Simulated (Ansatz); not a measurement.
Al: pressure and energy above lowest point against volume per atom

Results calculated with Ansatz 0.2.0 development build, not measured. Equation of state of a cubic crystal from periodic Kohn-Sham density functional theory without spin; pressure corrected for the finite basis.

Cell of the first row (space group Fm-3m, No. 225):
```
CELL_PARAMETERS angstrom
0.00000 1.96480 1.96480
1.96480 0.00000 1.96480
1.96480 1.96480 0.00000
ATOMIC_POSITIONS crystal
Al 0.00000 0.00000 0.00000
```

Settings of every row: formula Al; structure type fcc; functional r2SCAN; spin treatment none; k mesh 14x14x14; occupation method fermi-dirac; occupation width 0.1 eV; wave cutoff 700 eV; datasets hard PAW; density cutoff ratio 4; xc grid level 2.

Limits: modest k-mesh, values are not fully converged in k; pseudopotentials made with PBE, not this functional; the SCF threshold is loose for a stress in some rows.

| row | volume per atom (Å³) | pressure (GPa) | energy above lowest point (meV/atom) |
| --- | --- | --- | --- |
| 1 | 15.171 | 4.866 | 9.63 |
| 2 | 15.665 | 1.468 | 0 |
| 3 | 16.16 | ? | ? |
| 4 | 16.655 | -3.787 | 8.11 |
| 5 | 17.15 | -5.794 | 22.99 |

Question: what pressure and energy above lowest point should row 3 give?

Worked fit of pressure. Take u = (V_r/V)^(2/3) − 1 with V_r = 16.16 Å³ an atom, which is twice the finite (Eulerian) strain; such expansions in the strain, on which the Birch-Murnaghan equation of state is built, carry the rest volume and the bulk modulus. The shown rows have u = 0.043, 0.02096, -0.01991, -0.03886. Least squares give pressure = −1.3921 + 128.504 × u + 394.44 × u² GPa; a straight line predicts inner rows, each left out in turn, worse (root mean square 0.38 against 0.018 GPa). The rows lie off it by 0.003, -0.007, 0.007, -0.004 (root mean square 0.0055 GPa). The pressure vanishes at u = 0.0105, or V = 15.91 Å³ an atom, and there the bulk modulus at fixed shape and fractions is B = −V dP/dV = (2/3)(1 + u) dP/du = 92.1 GPa. The withheld row has u = 0, so the fit gives −1.3921 + 128.504 × (0) + 394.44 × (0)² = -1.392 GPa.

The calculation gave -1.389 GPa. The fit lies 0.003 GPa (0.028 % of the column's range) below it; its largest miss of a shown row is 0.007 GPa.

Worked fit of energy above lowest point. Take u = (V_r/V)^(2/3) − 1 with V_r = 16.16 Å³ an atom, which is twice the finite (Eulerian) strain; such expansions in the strain, on which the Birch-Murnaghan equation of state is built, carry the rest volume and the bulk modulus. The shown rows have u = 0.043, 0.02096, -0.01991, -0.03886. Least squares give energy above lowest point = −0.007 − 205.37 × u + 9970.4 × u² meV/atom; a straight line predicts inner rows, each left out in turn, worse (root mean square 9.7 against 0.18 meV/atom). The rows lie off it by 0.03, -0.07, 0.08, -0.04 (root mean square 0.059 meV/atom). Its lowest point lies at u = 0.0103, or V = 15.91 Å³ an atom, and the curvature there gives the bulk modulus at fixed shape and fractions, B = (4/9)(1 + u)² E″(u)/V = 91.1 GPa. The withheld row has u = 0, so the fit gives −0.007 − 205.37 × (0) + 9970.4 × (0)² = -0.01 meV/atom.

The calculation gave 0.01 meV/atom. The fit lies 0.02 meV/atom (200 % of the value, 0.087 % of the column's range) below it; its largest miss of a shown row is 0.08 meV/atom.
